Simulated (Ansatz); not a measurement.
## How methods differ on SiH2SClO2 (SMILES O[Si](O)([S])Cl)

The species is SiH2SClO2 (7 atoms), meant as a doublet with charge 0. SMILES: `O[Si](O)([S])Cl`. Geometry: relaxed at PBE0-D4/def2-TZVP. This is one conformer, not always the lowest.

Quantity: the vertical energy of the quartet above the doublet, in eV. The values are calculated.

| level | kind | program | value (eV) | CPU time (all runs) |
| --- | --- | --- | --- | --- |
| USVWN5/def2-SVP | LDA | Ansatz | 6.32 | 21 s |
| U-revPBE/def2-SVP | GGA | Ansatz | 6.41 | 42 s |
| UPBE/def2-SVP | GGA | Ansatz | 6.36 | 43 s |
| UB3LYP/def2-SVP | global hybrid | Ansatz | 6.81 | 60 s |
| UBHLYP/def2-SVP | global hybrid | Ansatz | 7.23 | 47 s |
| UPBE0/def2-SVP | global hybrid | Ansatz | 6.91 | 68 s |
| UCAM-B3LYP/def2-SVP | range-separated hybrid | Ansatz | 7.11 | 70 s |
| UCCSD/def2-SVP | coupled cluster or CI | Ansatz | 7.31 | 3 min |

The values span 6.32 to 7.31 eV. Times are those of the runs behind each value, whatever else they computed, on shared processors of several kinds: orders of magnitude only.

Every method places the quartet far above the doublet, as expected for a thiyl radical on a saturated silicon centre. The doublet needs only one hole in a sulfur 3p lone pair, whereas the quartet also requires a second electron pair to be broken and one electron promoted, most likely into a σ* orbital of the Si–S or Si–Cl bond. With no low-lying π* orbital available, the exchange energy gained by parallel spins cannot repay that promotion.

The semilocal functionals cluster at 6.32 to 6.41 eV, and the global hybrids rise with their share of exact exchange up to 7.23 eV for UBHLYP, probably because exact exchange lowers the occupied lone-pair and bonding levels relative to the σ* level. This is the reverse of the familiar pattern in many transition-metal complexes, where more exact exchange favours high spin. UBHLYP comes closest to UCCSD, but without a test of triple excitations that closeness does not establish it as the most accurate functional here.
